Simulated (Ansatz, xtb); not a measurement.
# Relative energy of two isomers of C4H4ClFSi

Structure I: `F[Si@@H]1C=CC(Cl)=C1`, a singlet. Structure II: `F[Si]1(Cl)C=CC=C1`, a singlet. Both are isolated molecules in the gas phase, relaxed with PBE0-D3(BJ)/def2-SVP.

Quicker runs give these differences E(II) − E(I): GFN2-xTB −16.0 kcal/mol; HF/STO-3G −35.3 kcal/mol (at GFN2-xTB geometries); r2SCAN-D4/def2-SVP −34.8 kcal/mol (at GFN2-xTB geometries).

Question: Estimate E(II) − E(I) at the level CCSD(T)/def2-SVP + ΔMP2/def2-TZVPP.

Answer: Calculated at CCSD(T)/def2-SVP + ΔMP2/def2-TZVPP: E(II) − E(I) = −36.2 kcal/mol, so structure II lies lower.

The same difference at several levels:

| level | geometry | E(II) − E(I) (kcal/mol) | departure from the last row (kcal/mol) | job, with rough time for the two |
| --- | --- | --- | --- | --- |
| GFN2-xTB | GFN2-xTB | −16.0 | +20.2 | optimisation, 0.16 s |
| HF/STO-3G | GFN2-xTB | −35.3 | +0.9 | single point, 0.54 s |
| r2SCAN-D4/def2-SVP | GFN2-xTB | −34.8 | +1.4 | single point, 3.8 s |
| PBE0-D3(BJ)/def2-SVP | PBE0-D3(BJ)/def2-SVP | −35.8 | +0.4 | optimisation, 43 s |
| HF/def2-SVP | PBE0-D3(BJ)/def2-SVP | −39.7 | −3.5 | part of the CCSD(T) run |
| MP2/def2-SVP | PBE0-D3(BJ)/def2-SVP | −35.6 | +0.6 | part of the CCSD(T) run |
| CCSD(T)/def2-SVP | PBE0-D3(BJ)/def2-SVP | −35.3 | +0.9 | single point |
| CCSD(T)/def2-SVP + ΔMP2/def2-TZVPP | PBE0-D3(BJ)/def2-SVP | −36.2 |  | single point, 59 s |

As drawn, II has 1 Cl–Si, 1 C–H in place of 1 C–Cl, 1 Si–H.

The levels shown agree on the order. The largest departure from CCSD(T)/def2-SVP + ΔMP2/def2-TZVPP is that of GFN2-xTB, 20.2 kcal/mol. The last row adds to CCSD(T) the change of the MP2 difference between the two basis sets, here −0.9 kcal/mol.

With thermal terms from frequencies at re-optimised GFN2-xTB minima (ideal gas, soft modes damped towards free rotors, one conformer each, 298.15 K, 1 atm): the zero-point term adds +1.9 kcal/mol; ΔH is −34.3 and ΔG −34.5 kcal/mol.

The correlated steps freeze 15 core orbitals. Mirror images aren't counted in ΔG. Run with Ansatz 0.2.0, xtb 6.7.1; the last row on 2 threads of Intel(R) Xeon(R) Platinum 8488C (Sapphire Rapids) on a shared host.

Moving chlorine from a ring carbon to silicon is strongly downhill, and the preference is essentially a matter of bond exchange: C–Cl and Si–H are traded for Si–Cl and C–H. Silicon's low electronegativity makes its bond to chlorine strongly polar and stronger than C–Cl, while C–H is stronger than Si–H, so both changes favour II. Fluorine already on silicon probably adds some geminal stabilisation, whereas I keeps a modest conjugation between a chlorine lone pair and the diene that II gives up.

The small GFN2-xTB value reflects its energy description rather than its geometries, since r2SCAN-D4 at those same structures gives −34.8 kcal/mol. The good HF/STO-3G result looks like cancellation of errors, because Hartree–Fock in the larger basis overshoots. The positive zero-point term fits the replacement of a soft Si–H stretch by a stiffer C–H one, and entropy hardly matters. The preference is thermodynamic and says nothing about the barrier to interconversion or about dimerisation, a common fate of simple siloles.
